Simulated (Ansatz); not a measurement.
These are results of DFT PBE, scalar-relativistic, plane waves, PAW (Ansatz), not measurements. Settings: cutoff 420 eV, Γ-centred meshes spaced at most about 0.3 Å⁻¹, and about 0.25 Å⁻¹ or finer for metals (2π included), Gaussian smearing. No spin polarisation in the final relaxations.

All energies are static (0 K, no zero-point motion).

Two relaxed structures of Ti3W2:

A.

Space group I4/mmm (No. 139). a = 3.149 Å, b = 3.149 Å, c = 16.863 Å, α = 90.00°, β = 90.00°, γ = 90.00°
```tsv
atom	site	symmetry	x	y	z
Ti	2a	4/mmm	0.0000	0.0000	0.0000
Ti	4e	4mm	0.5000	0.5000	0.1078
W	4e	4mm	0.0000	0.0000	0.2044
```

B.

Space group P6_3/mmc (No. 194). a = 2.821 Å, b = 2.821 Å, c = 24.218 Å, α = 90.00°, β = 90.00°, γ = 120.00°
```json
{"atom": "Ti", "site": "4f", "symmetry": "3m.", "x": "0.3333", "y": "0.6667", "z": "0.0485"}
{"atom": "Ti", "site": "2c", "symmetry": "-6m2", "x": "0.3333", "y": "0.6667", "z": "0.2500"}
{"atom": "W", "site": "4f", "symmetry": "3m.", "x": "0.3333", "y": "0.6667", "z": "0.8507"}
```

Question: Which would you expect to be lower, and how large is the difference?

Answer: A is lower, by 211 meV/atom. A has Ti and W ordered on bcc sites, space group I4/mmm (No. 139), 16.7 Å³/atom and no gap on its mesh; B has Ti and W ordered on hcp sites, space group P6_3/mmc (No. 194), 16.7 Å³/atom and no gap. Counting all near atoms (those within 1.25 times the shortest distance at each site; a plus sign parts nearer from farther groups; a slash parts the counts of unlike sites), A has Ti 13/14, W 8+5 and B has Ti 12, W 12. In A, Ti on a site of symmetry 4/mmm is surrounded by 8 Ti at 2.87 Å, 4 Ti at 3.15 Å and 2 W at 3.45 Å; Ti on a site of symmetry 4mm has 4 W at 2.76 Å, 4 Ti at 2.87 Å, 4 Ti at 3.15 Å, 1 W at 3.17 Å and 1 Ti at 3.63 Å; around W lie 4 W at 2.71 Å, 4 Ti at 2.76 Å, 4 W at 3.15 Å, 1 Ti at 3.17 Å and 1 Ti at 3.45 Å. In B, Ti on a site of symmetry 3m is surrounded by 9 Ti at 2.82–2.86 Å and 3 W at 2.93 Å; around Ti on a site of symmetry -6m2 lie 6 Ti at 2.82 Å and 6 W at 2.93 Å; around W lie 6 W at 2.82 Å and 6 Ti at 2.93 Å. Both come from invented guesses.

These runs have no spin–orbit coupling, which can matter for W. Cells relaxed within their symmetry can be saddle points.

The bcc-based arrangement is clearly favoured over the hcp-based one, although the two have the same volume per atom, so packing density can't explain the preference. The likely cause is d-band filling. Titanium, from group 4, is hcp at low temperature, while tungsten, from group 6, is strongly bcc because its electrons fill the bonding d states up to a deep minimum in the density of states. Alloying with this much tungsten raises the average filling towards the range where bcc wins, which fits the well-known role of tungsten as a stabiliser of bcc titanium.

The 211 meV/atom is not a pure bcc–hcp difference, however, because the layer order changes too: A has adjacent tungsten layers, with W–W contacts of 2.71 Å, whereas in B each tungsten layer lies between titanium layers. How much each change contributes can't be separated from these two cells. Nor does the ranking show that ordered Ti3W2 would resist separation into titanium-rich and tungsten-rich phases, the behaviour known for this system at lower temperatures.
